# Solution key: the normal-process assumption in the zero of $I_{ee}$, and its Umklapp correction in bcc Na

**Conventions.** A state label $i=(\mathbf k_i,\sigma_i)$ has $\mathbf k_i$ in the first zone. $\Omega$ is the volume, $n$ the electron density, $N=mk_F/2\pi^2\hbar^2=3n/4E_F$ the free-electron density of states per spin and volume, and $\phi=\ln[f/(1-f)]$.

## Part (a). Find the general zero of $I_{ee}$ and the step that needs normal processes

Write $X=f_1f_2(1-f_3)(1-f_4)$, $Y=f_3f_4(1-f_1)(1-f_2)$ and

$$I_{ee}[f]_1=\sum_{234}W_{12;34}\,(Y-X).$$

$W$ is the golden-rule rate, with the factor $1/2$ for identical final particles. It contains $\delta(\epsilon_1+\epsilon_2-\epsilon_3-\epsilon_4)$ and the rule $\mathbf k_1+\mathbf k_2=\mathbf k_3+\mathbf k_4+\mathbf G$, and it is symmetric under $1\leftrightarrow2$, $3\leftrightarrow4$ and $(12)\leftrightarrow(34)$. Hence, for any $\chi$,

$$\sum_1\chi_1I_1=\tfrac14\sum_{1234}W(\chi_1+\chi_2-\chi_3-\chi_4)(Y-X).$$

**Step 1, additivity.** The entropy $S=-k_B\sum[f\ln f+(1-f)\ln(1-f)]$ has $\dot S=-k_B\sum_1\phi_1I_1$. Since $\ln(X/Y)=\phi_1+\phi_2-\phi_3-\phi_4$, $\dot S=\tfrac{k_B}{4}\sum W(X-Y)\ln(X/Y)\ge0$. If $I_{ee}=0$ then $\dot S=0$, each term must vanish, and $\phi_1+\phi_2=\phi_3+\phi_4$ wherever $W\ne0$. The converse is immediate.

**Step 2, local form.** Fix $1,2$ and shift $\mathbf k_3\to\mathbf k_3+\boldsymbol\delta$, $\mathbf k_4\to\mathbf k_4-\boldsymbol\delta$ with $\boldsymbol\delta\perp(\mathbf v_3-\mathbf v_4)$, which keeps the collision allowed. For smooth $\phi$ this gives $\nabla\phi_3-\nabla\phi_4=-\beta_{34}\hbar(\mathbf v_3-\mathbf v_4)$. Adding this relation round three states with non-collinear velocities gives $(\beta_{ab}-\beta_{ca})(\mathbf v_a-\mathbf v_b)+(\beta_{bc}-\beta_{ca})(\mathbf v_b-\mathbf v_c)=0$, so all $\beta$ are equal and $\nabla(\phi+\beta\epsilon)$ is a constant vector $\mathbf b$. On each connected sheet $s$ of states, $\phi=-\beta\epsilon+\mathbf b\cdot\mathbf k+\gamma_s$. This step never uses the value of $\mathbf G$.

**Step 3, insertion.** Putting this form into the additivity condition leaves

$$\mathbf b\cdot\mathbf G+\gamma_{s_1}+\gamma_{s_2}-\gamma_{s_3}-\gamma_{s_4}=0 .$$

Collisions that conserve the number in each sheet (spin, valley, band) cancel the $\gamma$ terms, so each such number keeps its own $\mu_s=\gamma_s/\beta$. What remains is $\mathbf b\cdot\mathbf G=0$, and **this is the only place where the assumption enters**. With $\mathbf G=0$ alone, $\mathbf b$ is free; setting $\beta=1/k_BT$ and $\mathbf b=\hbar\mathbf u/k_BT$,

$$f=\frac1{\exp[(\epsilon-\hbar\mathbf k\cdot\mathbf u-\mu_s)/k_BT]+1}.$$

With Umklapp, $\mathbf u\cdot\mathbf G=0$ for every $\mathbf G$ that occurs, which forces $\mathbf u=0$ when those vectors span space. Elastic impurity scattering is a separate integral; a joint zero with it needs $\mathbf u\cdot(\mathbf k-\mathbf k')=0$ on the energy shell, so again $\mathbf u=0$.

## Part (b). Derive the first correction when Umklapp is weak

Split $I_{ee}=I_N+I_U$. The drifting function annuls $I_N$. For it $X/Y=\exp(\hbar\mathbf G\cdot\mathbf u/k_BT)$, so to first order in $\mathbf u$, $X-Y=(\hbar\mathbf G\cdot\mathbf u/k_BT)X^0$ with $X^0$ the equilibrium product.

Let $R_{\mathbf G}$ be the equilibrium number of events per unit time in which the pair loses $\hbar\mathbf G$, each event counted once. Pairing each event with its reverse, which belongs to $-\mathbf G$, gives for the crystal momentum $\mathbf P=\sum\hbar\mathbf kf$

$$\dot{\mathbf P}=-\frac{\hbar^2}{2k_BT}\sum_{\mathbf G}\mathbf G(\mathbf G\cdot\mathbf u)R_{\mathbf G}.$$

For a cubic star of $z$ vectors, $\sum\mathbf G(\mathbf G\cdot\mathbf u)=zG^2\mathbf u/3$. For a parabolic band $\mathbf P=\Omega\,2N(\hbar^2k_F^2/3)\mathbf u=\Omega nm\mathbf u$. Therefore

$$\dot{\mathbf u}=-\Gamma_U\mathbf u,\qquad \Gamma_U=\frac{z\hbar^2G^2}{6k_BT\,nm}\,\frac{R_G}{\Omega}.$$

The three zero modes of the linearised $I_N$ that belong to momentum acquire the eigenvalue $\Gamma_U$: the drifting state is a slow mode in place of a zero. In a field, $\dot{\mathbf P}$ gains $-ne\mathbf E\,\Omega$ and $\mathbf j=-ne\mathbf u$, so $\rho_U=m\Gamma_U/ne^2$.

$\Gamma_U$ is the diagonal element of the linearised $I_U$ in the drift mode. The linearised operator, taken with positive sign, is symmetric and non-negative, so second-order perturbation theory subtracts $\sum_j|\langle j|I_U|\mathbf k\rangle|^2/\lambda_j$, where $\lambda_j$ are the non-zero eigenvalues of $I_N$, of the order of the quasiparticle rate $1/\tau_0$. The true rate is thus at most $\Gamma_U$, and both it and the shape of $f$ are corrected at relative order $\Delta=\Gamma_U\tau_0$. This ratio measures how badly the assumption fails.

## Part (c). Evaluate $R_G$ for a nearly-free-electron sphere

**Model.** The Fermi sphere lies inside the zone. The interaction is a contact term $U\delta(\mathbf r-\mathbf r')$, with $\lambda=NU$, treated in the Born approximation. Direct and exchange terms cancel for parallel spins, so the events are $1\!\uparrow2\!\downarrow\to3\!\uparrow4\!\downarrow$ with rate $(2\pi/\hbar)(U/\Omega)^2|M|^2\delta(\Delta\epsilon)$ and $M=\Omega\int\psi_3^*\psi_4^*\psi_1\psi_2\,d^3r$ for normalised $\psi$.

**Amplitude.** To first order in the real pseudopotential component $V_G$, $\psi_{\mathbf k}$ contains $e^{i(\mathbf k-\mathbf G)\cdot\mathbf r}$ with coefficient $V_G/(\epsilon_{\mathbf k}-\epsilon_{\mathbf k-\mathbf G})$. Incoming electrons supply the $\mathbf G$ component and outgoing ones the $-\mathbf G$ component. Define unit vectors $\mathbf n_{1,2}=\mathbf k_{1,2}/k_F$ and $\mathbf n_{3,4}=-\mathbf k_{3,4}/k_F$, with $\mathbf g=\mathbf G/k_F$, $v=V_G/E_F$ and $x_i=\mathbf n_i\cdot\hat{\mathbf g}$. Then all four electrons enter alike:

$$M=-v\sum_{i=1}^4c_i,\qquad c_i=\frac1{g(g-2x_i)},\qquad\sum_i\mathbf n_i=\mathbf g .$$

For normal events $M=1$ at leading order. Four unit vectors can add to $\mathbf g$ only if $G\le4k_F$.

**Separation of integrals.** For $k_BT\ll E_F$, $d^3k/(2\pi)^3=N\,d\epsilon\,d\hat n/4\pi$, and

$$\frac{R_G}\Omega=\frac{2\pi}\hbar U^2N^4\Big(\frac{2\pi}{k_F}\Big)^3J\,p_4(g)\,v^2C ,$$

where $J$ is the energy integral, $p_\nu(r)$ is the probability density for $\nu$ random unit vectors to add to a vector of length $r$, and $C=\langle(\sum c_i)^2\rangle$ is the average on the constraint.

**Energy.** In units of $k_BT$, $\int d\epsilon\,f(\epsilon)[1-f(\epsilon+\omega)]=\omega/(1-e^{-\omega})$. One such factor at $\omega$ and one at $-\omega$ give $J=(k_BT)^3\int_{-\infty}^\infty\omega^2d\omega/4\sinh^2(\omega/2)=\tfrac{2\pi^2}3(k_BT)^3$.

**Angles.** For two vectors $q^2=2+2\cos\gamma$ is uniform on $[0,4]$, so $p_2(q)=1/8\pi q$ for $q\le2$. Averaging $p_2(|\mathbf r-\mathbf n|)$ over $\mathbf n$, with $q\,dq=-r\,dx$, gives $p_3(r)=(3-r)/16\pi r$ for $1\le r\le3$. Repeating with $r=|\mathbf g-\mathbf n_1|$, which runs from $g-1$ to 3 when $g\ge2$, gives the weight $(3-r)\,dr/32\pi g$, so

$$p_4(g)=\frac{(4-g)^2}{64\pi g}\quad(2\le g\le4),\qquad p_4(0)=p_3(1)=\frac1{8\pi}.$$

**Rates.** Using $N(2\pi/k_F)^3=2\pi/E_F$, $N/n=3/4E_F$ and $\hbar^2G^2/m=2E_Fg^2$,

$$\Gamma_U=\frac{\pi^3}{96}\,z\,g(4-g)^2\,C\,v^2\lambda^2\frac{(k_BT)^2}{\hbar E_F}.$$

For the normal decay rate of a quasiparticle at $\epsilon=\mu$, the out-scattering energy integral is $(k_BT)^2\int_{-\infty}^\infty\omega\,d\omega/2\sinh\omega=\pi^2(k_BT)^2/4$, the blocked in-scattering term doubles it, and the angular factor is $p_3(1)$:

$$\frac1{\tau_0}=\frac{2\pi}{\hbar}\lambda^2\frac{2\pi}{E_F}\frac{\pi^2(k_BT)^2}{2}\frac1{8\pi}=\frac{\pi^3}4\lambda^2\frac{(k_BT)^2}{\hbar E_F}.$$

$$\boxed{\Delta=\Gamma_U\tau_0=\frac{z\,g(4-g)^2C}{24}\Big(\frac{V_G}{E_F}\Big)^2}$$

In this model $\Delta$ depends on neither $T$ nor $\lambda$. Cooling does not restore the normal-process limit, because Umklapp between points of the Fermi sphere needs no activation.

## Part (d). Compute $C$

By symmetry $C=4\langle c^2\rangle+12\langle c_1c_2\rangle$.

**One electron.** Since $r^2=g^2+1-2gx$, $c=1/(r^2-1)$, averaged with the weight $2(3-r)/(4-g)^2$. Partial fractions give

$$\langle c\rangle=\frac{2}{(4-g)^2}\Big[\ln\frac2{g-2}-2\ln\frac4g\Big],$$

$$\langle c^2\rangle=\frac2{(4-g)^2}\Big[\frac1{2(g-2)}+\frac1g-\frac12-\frac34\ln\frac{g}{2(g-2)}\Big].$$

**Two electrons.** Let $\mathbf Q=\mathbf n_1+\mathbf n_2$, $q=|\mathbf Q|$, $p=|\mathbf g-\mathbf Q|$. In bipolar coordinates $d^3Q=2\pi qp\,dq\,dp/g$, which cancels the $1/qp$ of $p_2(q)p_2(p)$: the measure is uniform on the triangle $q,p\le2$, $q+p\ge g$, of area $(4-g)^2/2$. With $\theta$ the angle between $\mathbf Q$ and $\mathbf g$, and $\varphi$ the azimuth of $\mathbf n_1$ about $\mathbf Q$, $g-2x_{1,2}=a\mp b\cos\varphi$, where $a=g-q\cos\theta$ and $b=\sqrt{4-q^2}\sin\theta$. The azimuthal average of $c_1c_2$ is $1/(g^2aD)$ with $D^2=a^2-b^2=p^2-4\sin^2\theta$.

Put $s=g^2+p^2-q^2$, $w=gp$, $\sigma^2=g^2+p^2-4$. Then $a=s/2g$, $D=\sqrt{s^2-w^2s+w^2\sigma^2}/gq$, and the $q$ integral becomes elementary:

$$\int_{\sigma^2}^{2w}\frac{ds}{s\sqrt{s^2-w^2s+w^2\sigma^2}}=\frac1{w\sigma}\ln\frac{w+2\sigma}{\sigma^2-w+\sigma(g-p)} .$$

$\langle c_1c_2\rangle$ is $2/(4-g)^2$ times the integral of this over $p$ from $g-2$ to 2, done numerically.

**Monovalent bcc geometry.** With $n=2/a_L^3$ ($a_L$ the cubic lattice constant), $k_Fa_L=(6\pi^2)^{1/3}=3.898$. The stars have $g_{110}=2.280$ ($z=12$), $g_{200}=3.224$ ($z=6$), $g_{211}=3.949$ ($z=24$) and $g_{220}=4.559$, which is closed. For 110, the vector normal to the zone face:

| quantity | value |
|---|---|
| $p_4(g)/p_4(0)$ | 0.162 |
| $c$ at the point nearest the face, $1/g(g-2)$ | 1.568 |
| $\langle c\rangle$ | 0.5695 |
| $\langle c^2\rangle$ | 0.4545 |
| $\langle c_1c_2\rangle$ | 0.3006 |
| $C$ | 5.425 |
| $zg(4-g)^2C/24$ | 18.3 |

As a control, $c$ is convex in $x$ and $\sum x_i=g$, so Jensen's inequality gives $\sum c_i\ge8/g^2$ and $C\ge2.37$. The actual value is more than twice this, which shows the weight of electrons near the zone face.

## Part (e). Size in Na

**Inputs**, both approximate: $a_L=4.225$ Å at low temperature and a typical $|V_{110}|=0.23$ eV, with the free mass. Then $k_F=0.9226$ Å$^{-1}$, $E_F=3.243$ eV, $n=2.652\times10^{22}$ cm$^{-3}$, $|v|=0.0709$, and the lowest-order contact model gives

$$\Delta=18.3\,v^2=0.092 .$$

**Neglected terms, by size.**

1. *Next order in $V_{110}$.* The 110 star closes in triangles: $(110)=(10\pm1)+(01\mp1)$, four ordered decompositions $\mathbf G'+\mathbf G''$. So $M$ has terms $+v^2cc$, which interfere with $-v\sum c$ at relative order $v$, not $v^2$. There are $6\times4=24$ terms with the two vectors on different electrons and $4\times4=16$ from the second-order coefficient of a single electron. For an estimate, replace every $\mathbf n_i$ by its mean $\mathbf g/4$. Then $c_G=2/g^2$ and, at $60^\circ$, $c_{G'}=4/3g^2$, and the ratio to the first-order amplitude is $v\,[24c_{G'}^2+16c_Gc_{G'}]/4c_G=32v/3g^2=2.05\,v$, or 0.146 in magnitude. The rate is multiplied by about 0.73 if $V_{110}>0$ and 1.31 if $V_{110}<0$.
2. *Momentum dependence of the interaction.* Thomas–Fermi screening gives $\lambda(q)=\tfrac12\kappa^2/(q^2+\kappa^2)$, with $q$ in units of $k_F$ and $\kappa^2=4/\pi k_Fa_0=2.61$. When electron 1 or 3 supplies $\mathbf G$, the transfer is $|\mathbf n_2+\mathbf n_4|$, a pair length of the triangle, with marginal weight $\propto(q-g+2)$ on $[g-2,2]$. In normal events it is uniform on $[0,2]$. The mean of $\lambda^2$ is 0.087 for Umklapp and 0.14 for normal events, a ratio of 0.63. Ignoring the correlation between $q$ and the $c_i$, $\Delta$ falls to about 0.06. Parallel-spin events, which a $q$-dependent interaction allows, are not in this estimate.
3. *Shape of $f$.* By part (b) this lowers the rate by a relative amount of order $\Delta$, with a coefficient not computed here.
4. *Other stars.* For 200, $C\le16\langle c^2\rangle=0.646$, so its coefficient is at most 0.31 against 18.3, under 2 % for equal $|V_G|$. For 211 all four vectors are nearly parallel, $C\approx(8/g^2)^2$, and the coefficient is about 0.003.
5. *Thermal smearing.* $k_BT/E_F=2.7\times10^{-5}$ at 1 K, negligible.

Items 1 and 2 spread $\Delta$ from about 0.04 (both reductions) to 0.12 (contact interaction, negative $V_{110}$). The model supports one figure at most: drift momentum decays over some ten to twenty-five quasiparticle lifetimes.

**Absolute rates.** Take the illustrative $\lambda=0.3$, the rounded root of 0.087, in the contact formulas. At 1 K,

$$1/\tau_0=2.4\times10^6\ \mathrm{s^{-1}},\qquad\Gamma_U=2.2\times10^5\ \mathrm{s^{-1}},$$

both scaling as $T^2$. With $v_F=1.07\times10^8$ cm/s the lengths are $v_F\tau_0=44$ cm and $v_F/\Gamma_U=4.8$ m. With $m/ne^2=1.338\times10^{-21}\ \Omega$ m s the model's resistivity is

$$\rho_U=AT^2,\qquad A=0.03\ \mathrm{p\Omega\,cm\,K^{-2}} .$$

The linearisation needs $u\ll k_BT/\hbar G_{110}=6.2$ m/s at 1 K, that is $j\ll2.6\times10^6$ A/cm$^2$, which bulk samples satisfy easily.

**Competition with impurities.** An illustrative residual resistivity of 1 n$\Omega$ cm corresponds to a momentum relaxation rate of $7.5\times10^9$ s$^{-1}$, about $3\times10^4$ times the model's $\Gamma_U$ at 1 K. Impurities then remove $\mathbf u$ long before even one electron-electron collision occurs. The formula for $\rho_U$ still applies as the first correction to the residual resistivity when impurity scattering is isotropic on the sphere: the field-induced deviation is then $\propto\mathbf k\cdot\mathbf E\,\partial f^0/\partial\epsilon$, the drift mode itself, which $I_N$ annuls and $I_U$ damps at the rate $\Gamma_U$.

**Weighing against the real metal.** The value of $A$ is the model's. As typical knowledge, the $T^2$ coefficient of Na near 1 K is of order 0.2 p$\Omega$ cm K$^{-2}$, so the model is low by roughly a factor of 7. Since $A\propto\lambda^2V_{110}^2$, it is sensitive to what the model omits: vertex and exchange-correlation effects on the amplitude, the phonon-mediated interaction, parallel-spin events, and normal events acting on a distribution made anisotropic by defects. In addition, Na transforms partly to a close-packed structure below about 35 K, while the geometry above is that of the bcc phase.

## Part (f). Contrast: a doped semiconductor

For a single-valley conduction band such as that of degenerate n-GaAs at $10^{18}$ cm$^{-3}$, $k_F=(3\pi^2n)^{1/3}=0.0309$ Å$^{-1}$. With the approximate lattice constant 5.65 Å the shortest reciprocal vector is $G_{111}=1.93$ Å$^{-1}$, so $g=62\gg4$ and $p_4(g)=0$. Umklapp would need carriers far out in the zone and is exponentially rare. There the drifting Fermi function is a zero of $I_{ee}$ for all practical purposes, and only impurities, phonons and boundaries relax $\mathbf u$. In bcc Na the condition $G\le4k_F$ is met by three stars, the zero of $I_{ee}$ has $\mathbf u=0$ at any non-zero $V_{110}$, and the drifting function survives only as a slow mode with $\Gamma_U\tau_0$ between about 0.04 and 0.12 in the model.